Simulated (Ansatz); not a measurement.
# A series in volume scale on Al

Results calculated with Ansatz 0.2.0, not measured. Free energy against uniform scaling of the volume at fixed shape and fractions; periodic cell, basis, potentials, k mesh and filling as listed.

The cell before it is scaled or strained (space group Fm-3m, No. 225):
```
Al
1.0
      0.0000     2.0248     2.0248
      2.0248     0.0000     2.0248
      2.0248     2.0248     0.0000
Al
1
Direct
  0.00000 0.00000 0.00000
```

Settings of every row: functional LDA; dispersion none; potentials all-electron LAPW; k mesh 12x12x12; k shift 0x0x0; occupations gaussian; smearing width 0.1 eV; spin none.

Limits: coarse k mesh, up to 40 meV an atom off.

```
row  volume scale  V (Å³/atom)  energy above lowest point (meV/atom)
  1          0.92       15.274                                   5.8
  2          0.96       15.939                                     0
  3             1       16.603                                   8.6
  4          1.04       17.267                                     ?
  5          1.08       17.931                                  58.1
```

Question: what energy above lowest point should row 4 give?

Worked fit of energy above lowest point. Take u = (V_r/V)^(2/3) − 1 with V_r = 16.271 Å³ an atom, which is twice the finite (Eulerian) strain; such expansions in the strain, on which the Birch-Murnaghan equation of state is built, carry the rest volume and the bulk modulus. The shown rows have u = 0.04306, 0.01384, -0.01338, -0.06271. Least squares give energy above lowest point = 2.7 − 317.2 × u + 9029 × u² meV/atom; a straight line predicts inner rows, each left out in turn, worse (root mean square 16 against 0.087 meV/atom). All shown rows lie on it to the printed digit. Its lowest point lies at u = 0.0176, or V = 15.85 Å³ an atom, and the curvature there gives the bulk modulus at fixed shape and fractions, B = (4/9)(1 + u)² E″(u)/V = 84 GPa. The withheld row has u = -0.03883, so the fit gives 2.7 − 317.2 × (-0.03883) + 9029 × (-0.03883)² = 28.6 meV/atom.

The calculation gave 28.8 meV/atom. The fit lies 0.2 meV/atom (0.34 % of the column's range) below it; its largest miss of a shown row is 0.0 meV/atom.
